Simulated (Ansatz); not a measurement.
## Ti: pressure against volume scale

All results are calculated (Ansatz 0.2.0). Periodic Kohn-Sham DFT of a crystal at fixed atoms, scaled to volume_scale times the given cell; pressure positive in compression, energy less spherical unpolarised free atoms, largest_vzz the field gradient of largest size among the nuclei.

The cell before it is scaled or strained (space group Im-3m, No. 229):
```
Ti
1.0
     -1.6410     1.6410     1.6410
      1.6410    -1.6410     1.6410
      1.6410     1.6410    -1.6410
Ti
1
Direct
  0.00000 0.00000 0.00000
```

Settings of every row: method all-electron PAW; functional PBEsol; relativity scalar; k mesh 17x17x17; filling fermi-dirac; smearing width 0.08 eV; nucleus gaussian.

Atom start moment: 0 on all atoms.

| row | volume scale | V (Å³/atom) | pressure (GPa) |
| --- | --- | --- | --- |
| 1 | 0.94 | 16.616 | -0.299 |
| 2 | 0.96 | 16.969 | -2.564 |
| 3 | 0.98 | 17.323 | -4.629 |
| 4 | 0.99 | 17.499 | -5.592 |
| 5 | 1 | 17.676 | ? |
| 6 | 1.01 | 17.853 | -7.387 |
| 7 | 1.02 | 18.03 | -8.222 |
| 8 | 1.04 | 18.383 | -9.779 |
| 9 | 1.06 | 18.737 | -11.193 |

Question: what pressure should row 5 give?

Worked fit of pressure. Take u = (V_r/V)^(2/3) − 1 with V_r = 17.676 Å³ an atom, which is twice the finite (Eulerian) strain; such expansions in the strain, on which the Birch-Murnaghan equation of state is built, carry the rest volume and the bulk modulus. The shown rows have u = 0.04209, 0.02759, 0.01354, 0.00673, -0.00662, -0.01313, -0.02581, -0.03812. Least squares give pressure = −6.5097 + 134.584 × u + 307.74 × u² GPa; a straight line predicts inner rows, each left out in turn, worse (root mean square 0.16 against 0.0021 GPa). The rows lie off it by 0.001, -0.002, 0.002, -0.002, 0.000, 0.002, -0.001, 0.000. The withheld row has u = 0, so the fit gives −6.5097 + 134.584 × (0) + 307.74 × (0)² = -6.510 GPa.

The calculation gave -6.51 GPa. The fit meets it to the printed digit.
